# Squeezing silicon carbide with pencil and paper

## The question

How hard must one press on a crystal of silicon carbide to take away nine per cent of its volume, and how much energy does that store? If the crystal were an ideal spring, two numbers would settle the matter: the volume at which it rests and its stiffness there. The table below shows where the ideal spring fails and how little is needed to mend it.

Zincblende SiC at ten volumes, computed with Ansatz 0.2.0: scalar-relativistic PBE density functional theory without spin polarization or dispersion correction, PAW, plane-wave cutoff 420 eV, 12×12×12 k mesh for the two-atom cell, Gaussian smearing of 0.02 eV. Energies are relative to the standard crystals of silicon and carbon in the same functional.

```tsv
volume (Å³/atom)	shortest distance (Å)	energy over elements (eV/atom)	pressure (GPa)
9.561	1.838	-0.138	23.950
9.983	1.865	-0.185	11.890
10.145	1.875	-0.195	7.870
10.519	1.898	-0.203	-0.350
10.533	1.898	-0.203	-0.620
10.778	1.913	-0.199	-5.250
10.790	1.914	-0.198	-5.470
11.164	1.936	-0.178	-11.530
11.170	1.936	-0.178	-11.610
11.328	1.945	-0.165	-13.860
```

Volume and energy are counted per atom. Pressure is positive when the crystal is squeezed and negative when it is held stretched. The energy is measured from the pure elements, so a negative value means that the compound is the more stable. All ten cells have the same zincblende structure and differ only in size.

## Near rest: a spring

Pressure passes through zero close to 10.5 Å³ per atom, and there the energy is lowest. Call this volume V₀. For a very small change of volume any smooth energy curve looks like a parabola, and the pressure is then a straight line:

P ≈ −B₀ δ, with δ = V/V₀ − 1.

The constant B₀ is the bulk modulus at rest, about 210 GPa here. Taking away one per cent of the volume therefore costs about 2 GPa.

Far from rest the line goes wrong. For the smallest cell it gives 18.8 GPa, where the calculation has 23.95 GPa. For the largest cell it errs the other way in size and gives a tension of 16.6 GPa in place of 13.9 GPa. The computed crystal is harder to squeeze and easier to stretch than the spring.

## Why squeezing hardens the crystal

The resting volume is a balance. Bonding draws the atoms together, while electrons forced into less space gain kinetic energy and, by the Pauli principle, cannot all crowd into the same low states. Theory argues that this repulsion changes more steeply with distance than the attraction does. Stiffness measures how fast the balance tips, so it is governed mainly by the steeper partner. Squeezing strengthens that partner quickly, and stretching lets it fade.

The table shows the result, though it does not separate the two partners. Stiffness at any volume is B = −V dP/dV, and it can be read from two neighbouring rows. Between the two smallest cells it is about 279 GPa, and between the two largest about 160 GPa. From the first reading to the second the volume grows by about a seventh, and the stiffness falls by more than two fifths.

## The rule

In many solids stiffness grows by about four per cent when the volume shrinks by one per cent. In symbols, B = B₀ y⁴ with y = V₀/V. Adding up the pressure from V₀ to V then gives

**P = (B₀/4)(y⁴ − 1).**

This is the Murnaghan equation with its exponent set to 4. Near rest, y⁴ − 1 becomes −4δ, the 4 cancels, and the spring returns. The exponent thus matters only for large changes of volume, which is why a rough value serves.

The two constants come from two middle rows, at 10.145 and 10.778 Å³. The rule makes pressure a straight line in 1/V⁴, and the line through these two points gives V₀ = 10.50 Å³ and B₀ = 213 GPa. For hand work, 10.5 Å³ and 210 GPa will do, so that B₀/4 = 52.5 GPa.

## Two pressures worked by hand

The two end rows lie farthest from rest, and neither was used to find the constants. For the smallest cell:

- y = 10.5/9.561 = 1.0982
- squared: 1.2060
- squared again: 1.4544
- P = 52.5 × 0.4544 = 23.9 GPa

The calculation has 23.95 GPa. For the largest cell, y = 10.5/11.328 = 0.9269, which squares to 0.8591 and then to 0.7381. The pressure is 52.5 × (−0.2619) = −13.75 GPa, against −13.86 GPa in the table.

The rule also runs backwards, with square roots in place of squares. To find the volume at 10 GPa, take 1 + 10/52.5 = 1.1905. Two square roots give y = 1.0446, and the volume is 10.5/1.0446 = 10.05 Å³. Such a pressure takes away somewhat over four per cent of the volume.

## The stored energy

Energy is the work done against the pressure. Summing that work and keeping the first two terms gives the rise above the minimum:

E − E₀ = (B₀V₀/2) δ² (1 − 5δ/3).

The first factor is the spring. The bracket makes squeezing dearer and stretching cheaper. Since 1 eV/Å³ is 160.2 GPa, the prefactor is 210 × 10.5/(2 × 160.2) = 6.88 eV per atom. The lowest energy in the table, −0.203 eV, serves as E₀.

For the smallest cell δ = −0.0894, so the spring term is 0.055 eV and the bracket is 1.149. Their product, 0.063 eV, puts the energy at −0.140 eV, against −0.138 eV in the table. For the largest cell δ = 0.0789, and the same steps give 0.043 × 0.869 = 0.037 eV. The energy is then −0.166 eV, against −0.165 eV.

## How good the rule is

With the rounded constants the pressure is within 0.14 GPa of the calculation in all ten rows. That is less than two per cent of the pressure, except in the two rows close to zero pressure, where a percentage has little meaning. The energy is within 2 meV per atom throughout. This second agreement is a check on consistency, because pressure is the slope of the energy curve and both belong to the same calculation.

The rounding flatters the rule a little. With the unrounded constants the largest error in pressure is 0.25 GPa. A least-squares fit to all ten pressures with the exponent left free helps to see why: it prefers an exponent of 3.86 together with a stiffness of about 212 GPa. On the squeezed side, where the largest error arose, an exponent slightly too high is offset by a stiffness slightly too low. On the stretched side both lower the tension, and the errors add but stay small. Neither constant should be read more finely than the rule needs.

The choice of exponent can be judged at the smallest cell, where it matters most. With the same V₀ and B₀, an exponent of 3 gives 22.7 GPa and an exponent of 5 gives 25.1 GPa. Even a poor guess is thus wrong by only about five per cent, while the straight line is wrong by more than twenty.

## Where the rule ends

Consider first a crystal pulled apart without end. Its atoms must finally stop attracting one another, so the tension has to reach a peak and fall back to zero. The rule instead lets the tension climb towards 52.5 GPa and stay there. The largest cell is at about a quarter of that ceiling, and there the rule still works. It cannot tell at what tension the crystal would fail.

In the opposite limit, strong compression favours structures in which each atom has more neighbours. The rule follows the zincblende crystal down and gives no sign when another structure becomes the more stable. Its tested range ends at 24 GPa.

Close to rest the weak point is V₀. An error of one per cent in V₀ shifts the pressure by 2.1 GPa, far more than the error of the rule itself. PBE often makes the edges of a crystal too long by up to roughly a per cent, which is three times as much in volume, and these cells have no thermal or zero-point motion. A measured volume set against the V₀ used here would therefore show a pressure that does not exist; V and V₀ must come from the same source.

Finally, the three stresses along the axes, whose mean is the pressure in the table, are equal in every row because the crystal is cubic and each cell was strained equally in all directions. A silicon carbide film clamped to a wafer is strained in its plane and free to relax across it. Its stress depends on the resistance to change of shape as well, and B₀ alone does not supply that.

For a neighbouring crystal with the same kind of bonding, the way to begin is to replace V₀ and B₀ and keep the 4. The two constants set where the curve crosses zero and how steeply; the exponent sets how strongly it bends, which theory ascribes mainly to repulsion outrunning attraction. For silicon carbide the table supports that bend over a range of about a sixth of the resting volume.
